## Band gap of ZnSe under expansion and compression

How closely can the band gap of zincblende ZnSe be foretold at a volume where it has not been computed, if it is known at volumes on either side? The question matters for a crystal squeezed evenly from all sides, because the gap sets the photon energy at which strong absorption begins and near which the material can emit light. Three volumes serve as the test. Their gaps are withheld in the first table and forecast from the other nine rows.

Zincblende ZnSe at fixed atomic positions, computed with Ansatz 0.2.0 using the PBE functional, scalar-relativistic PAW and a 420 eV plane-wave cutoff, without spin polarization. Both gap columns give Kohn–Sham gaps on the 8×8×8 k mesh, with Gaussian smearing of width 0.02 eV.

| volume (Å³/atom) | shortest distance (Å) | band gap (eV) | least direct gap (eV) |
| --- | --- | --- | --- |
| 21.519 | 2.409 | 1.517 | 1.517 |
| 21.811 | 2.420 | 1.461 | 1.461 |
| 23.359 | 2.476 | 1.184 | 1.184 |
| 23.426 | 2.478 | ? | ? |
| 23.626 | 2.485 | ? | ? |
| 23.769 | 2.490 | ? | ? |
| 25.269 | 2.541 | 0.886 | 0.886 |
| 25.546 | 2.551 | 0.847 | 0.847 |
| 25.777 | 2.558 | 0.814 | 0.814 |
| 25.860 | 2.561 | 0.803 | 0.803 |
| 26.437 | 2.580 | 0.725 | 0.725 |
| 27.174 | 2.604 | 0.630 | 0.630 |

The band gap is the energy between the highest filled and the lowest empty state. The least direct gap is the smallest such energy between states of the same crystal momentum. The two agree in every known row, and the same calculations place both band edges at $\Gamma$, the point of zero crystal momentum. This suggests that the same two band edges can be followed through the whole known series.

The row at 23.359 Å³/atom is the natural anchor, since its pressure is close to zero. The smaller cells are compressed, and the known larger ones are under tension. Across the known rows the gap falls at each step of expansion, by 0.89 eV in total, while the bond lengthens by 8%.

### Why longer bonds give a smaller gap

Consider first the limit of atoms far apart. The orbitals of Zn and Se no longer overlap, and each level returns to its atomic energy. The state that becomes the conduction edge at $\Gamma$ starts from the Zn 4s level, and the valence edge starts from the Se 4p level. In the neutral atoms these two lie fairly close together. They serve only as a starting point, because in the crystal both are shifted by the charge passed from Zn to Se and by the field of the neighbours.

Now let the atoms approach. The s orbitals of Zn and Se couple and form a bonding and an antibonding combination. The antibonding one, which is the conduction edge at $\Gamma$, is pushed upwards. The valence edge, made mostly of Se p orbitals, responds less, because at $\Gamma$ the contributions of p orbitals pointing along a bond and across it partly cancel. It is also pushed in two directions, down by the empty Zn 4p orbitals and up by the filled Zn 3d shell. Shorter bonds therefore open the gap, and longer bonds let the conduction edge sink back towards the valence edge.

This assignment of orbitals is standard bonding theory for zincblende semiconductors. The table shows the closing of the gap, but it does not resolve the orbitals behind it. Measured from the mean electrostatic potential of the cell, both edges fall from the smallest to the largest volume, the valence edge by 1.9 eV and the conduction edge by 2.8 eV. That reference itself moves with volume, so only their difference, the change of the gap, is free of it. The argument carries over to a related crystal if its conduction edge is also an antibonding s state at $\Gamma$. An edge elsewhere in the zone can respond differently.

### From the mechanism to a formula

For a very small change of size, any smooth gap changes in proportion to the relative change of volume. The constant of proportionality is called the volume deformation potential. With the volume $V$ and the anchor volume $V_0$ of 23.359 Å³/atom, the convenient measure of size is $x=\ln(V/V_0)$. Near the anchor, 1% more volume costs about 39 meV of gap.

Over a wider range the slope itself changes, steepening under compression and flattening under expansion. Couplings among the s and p orbitals of neighbouring atoms, including that of s with s, scale roughly as $1/d^2$, where $d$ is the shortest distance. If the gap $E_g$ is taken as linear in the coupling,

$$E_g \approx A+\frac{B}{d^2},\qquad \frac{dE_g}{d\ln V}=-\frac{2B}{3d^2},$$

because $V$ grows as $d^3$. Here $A$ and $B$ are constants, and $B$ is positive. A given relative expansion thus costs less gap when the bond is already long.

The known rows bear this out. Between the compressed and the stretched end of the series the slope weakens by 13%, whereas the $1/d^2$ rule alone gives 10%. Theory offers a reason for the sign of the difference. When two unequal levels couple, the upper one rises as the square root of a sum of squares, so its response to the coupling itself fades as the coupling becomes weaker. Whether this accounts for the whole difference is untested here.

Neither form leads back to the free atoms. Carried to infinite separation, the fitted $1/d^2$ line gives a strongly negative gap. The square root does not cure this: its slope in $\ln V$ is at most 4/3 of the drop still to come, so the slope of 3.9 eV found at the anchor implies a further drop of at least 2.9 eV, from a gap of only 1.2 eV. The orbital picture thus gives the direction and the bend of the trend, not the size of the gap, and the same holds for the fitted line. It is a local description of the bonds in this table, and its constant $A$ should not be read as an atomic energy.

### The forecast

The forecast keeps the deformation potential but lets it drift with volume. A curve with three constants was fitted to the nine known rows:

$$E_g = 1.184-3.921\,x+1.717\,x^2\quad\text{(in eV)}.$$

The second constant is the slope at the anchor, and the third describes how that slope weakens. The withheld rows took no part in the fit.

The row at 23.769 Å³/atom shows the steps. Its size measure is $x=\ln(23.769/23.359)=0.0174$, and hence

$$E_g = 1.184-3.921\times0.0174+1.717\times0.0174^2 = 1.116\ \text{eV}.$$

Nearly all of the change comes from the linear term. The curvature contributes about half a millielectronvolt, since the cell is less than 2% larger than the anchor.

The forecasts, in order of volume, are:

- 23.426 Å³/atom: 1.173 ± 0.003 eV
- 23.626 Å³/atom: 1.140 ± 0.003 eV
- 23.769 Å³/atom: 1.116 ± 0.003 eV

All three gaps should thus lie between those at 23.359 and 25.269 Å³/atom and fall in order of volume, the first being only about 0.01 eV below the anchor. All should stay direct at $\Gamma$, with equal entries in the two gap columns.

The range is about ten times the typical error made when a known row is left out of the fit and then predicted. It allows for rounding and for the set of plane waves, which changes slightly with the cell at a fixed cutoff. A change of shape could split the valence edge and shift the gap, but every cell here, known or withheld, is cubic and undistorted. The remaining risk is that another state takes over a band edge between two known volumes. That is unlikely, since both edges lie at $\Gamma$ on either side.

### The computed values

The withheld rows as computed:

| volume (Å³/atom) | shortest distance (Å) | band gap (eV) | least direct gap (eV) |
| --- | --- | --- | --- |
| 23.426 | 2.478 | 1.173 | 1.173 |
| 23.626 | 2.485 | 1.140 | 1.140 |
| 23.769 | 2.490 | 1.117 | 1.117 |

The first two forecasts agree with the computed gaps to the last printed digit. The third, at 23.769 Å³/atom, is 0.001 eV too low. All three lie well inside the stated range, and the order and the small first step came out as forecast. The two gap columns agree in each new row, as forecast. The calculations again place both band edges at $\Gamma$, so the gap has stayed direct.

The third miss looks the largest only because the printed gaps are rounded. Before rounding, all three computed gaps lie about half a millielectronvolt above their forecasts. The common sign is no accident. The anchor gap entered the fit rounded down from 1.1845 eV, so the curve runs low by a similar amount there, and a parabola is expected to miss a little of the bend as well. The largest misfit to the printed gaps of the known rows is only a third of a millielectronvolt, so an error bar drawn that tightly would have been too narrow.

The simpler formulas show which part of the physics the forecast needed. A constant deformation potential, fitted to the same nine rows, gives gaps about 0.011 eV too high at all three withheld volumes. The true curve sags between its ends, and a straight line fitted across the whole range runs above it in the middle. At the most stretched row, 27.174 Å³/atom, which was part of that fit, the line falls 0.014 eV below the computed gap.

The $1/d^2$ rule has no more constants than the straight line, yet it misses the withheld gaps by only 0.002 to 0.003 eV. The scaling of the couplings supplies most of the curvature that the line lacks. Its success supports the picture of weakening bonds, but other smooth laws with a similar bend would do nearly as well over so short a range. The fit therefore cannot identify the orbitals.

For practical use, the change of the gap deserves more trust than the gap itself, although the slope also carries an error of the functional that this table cannot reveal. At the anchor PBE gives about 1.2 eV, while the measured gap of ZnSe is roughly 2.8 eV. The measured cell is somewhat smaller than the anchor, but with the slope above this is expected to cover only a small part of the difference. Spin-orbit coupling, which is left out here, would lower the computed gap by a further tenth of an electronvolt or so and thus widen the disagreement. A designer should take the measured gap as the starting point and use the calculated slope only for modest, uniform changes of volume. The printed output after this section gives the fits and their errors.

Output of the analysis:

```
fit of band_gap on 9 rows: constant 1.184 +/- 0.00016, coefficient of x -3.921 +/- 0.0015, coefficient of x**2 1.717 +/- 0.02; rms 0.000214, worst 25.777 0.000334, leave-one-out rms 0.000298
  rows outside the fit (model, value, miss): 23.426 1.173, 1.173, -0.000316; 23.626 1.14, 1.14, -0.000443; 23.769 1.116, 1.117, -0.000806
fit of band_gap on 9 rows: constant 1.195 +/- 0.0035, coefficient of x -3.827 +/- 0.036; rms 0.00765, worst 27.174 -0.0142, leave-one-out rms 0.0104
  rows outside the fit (model, value, miss): 23.426 1.184, 1.173, 0.0108; 23.626 1.151, 1.14, 0.0113; 23.769 1.128, 1.117, 0.0112
fit of band_gap on 9 rows: constant -4.656 +/- 0.014, coefficient of u 35.81 +/- 0.09; rms 0.00203, worst 27.174 -0.00389, leave-one-out rms 0.00272
  rows outside the fit (model, value, miss): 23.426 1.175, 1.173, 0.00248; 23.626 1.143, 1.14, 0.00252; 23.769 1.119, 1.117, 0.00224
Gap lost from smallest to largest volume, eV: 0.887
Bond stretch from smallest to largest volume, percent: 8.088
Gap slope per unit ln V from 21.519 to 23.359, eV: -4.059
Gap slope per unit ln V from 25.269 to 27.174, eV: -3.522
Weakening of that slope in the table, percent: 13.22
Weakening expected from the 1/d^2 rule alone, percent: 9.877
Gap lost per 1 percent of volume near equilibrium, drifting model, meV: 39.21
Largest departure of shortest distance from ideal zincblende, all rows, angstrom: 0.000424
Largest misfit on known rows, drifting model, meV: 0.3339
Largest misfit on known rows, constant deformation potential, meV: 14.23
Largest misfit on known rows, 1/d^2 rule, meV: 3.89
Largest miss on withheld rows, drifting model, meV: 0.8062
```
